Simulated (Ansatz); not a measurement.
## Redistribution: C4H10O + C3H5F3 → C3H7FO + C4H8F2

Gas-phase species: C4H10O (1-methoxypropane) `CCCOC`, singlet; C3H5F3 (1,2,3-trifluoropropane) `FCC(F)CF`, singlet; C3H7FO (2-fluoroethyl methyl ether) `COCCF`, singlet; C4H8F2 `CCC(F)CF`, singlet. The partners trade CH3 for F; both sit on C, so the bond types are kept.

Shapes, held fixed at every level: PBE0-D4/def2-TZVP. Flexible molecules stand in one conformer, not always the lowest. Programs: Ansatz 0.2.0. Electronic energies: no zero-point or thermal term.

```
               level                    kind  ΔE (kJ/mol)  less CCSD(T)/CBS estimate
       HF/def2-TZVPP            Hartree–Fock         -3.2                       +2.0
   PBE-D4/def2-TZVPP                     GGA         -4.8                       +0.4
  PBE0-D4/def2-TZVPP           global hybrid         -4.2                       +1.0
  wB97M-V/def2-TZVPP  range-separated hybrid         -4.8                       +0.4
  wB97X-V/def2-TZVPP  range-separated hybrid         -5.0                       +0.2
      MP2/def2-TZVPP     perturbation theory         -3.6                       +1.6
  CCSD(T)/def2-TZVPP   coupled cluster or CI         -4.3                       +0.9
CCSD(T)/CBS estimate   coupled cluster or CI         -5.2                        0.0
```

The highest level, CCSD(T)/CBS estimate, gives ΔE = -5.2 kJ/mol; the levels span -5.2 to -3.2. The column of differences is taken from that level and isn't an error. No measured value is set beside it here. The CBS estimate extrapolates MP2 from def2-TZVPP and def2-QZVPP and adds CCSD(T) − MP2 in the triple-zeta set, cores frozen.

The exchange is mildly exothermic at every level, as expected when the numbers and types of bonds are conserved and only the interactions between substituents change. 1,2,3-Trifluoropropane has two vicinal F/F pairs and a 1,3 pair. The products keep one vicinal F/F pair and gain a vicinal F/O pair. The small driving force therefore probably comes from relieving repulsion between the C–F dipoles crowded along one short chain, with gauche and hyperconjugative preferences largely carried over to the products.

Hartree–Fock already recovers the sign and more than half of the best value, which suggests that electrostatics and orbital interactions at the mean-field level dominate, while correlation adds a modest further preference for the products. In the triple-zeta set, CCSD(T) gives -4.3 kJ/mol against -5.2 at the extrapolated limit, a basis-set shift comparable to the spread among the density functionals. Their close agreement with the limit is thus no sound basis for ranking them. The total energies alone can't separate dipolar repulsion from hyperconjugation.
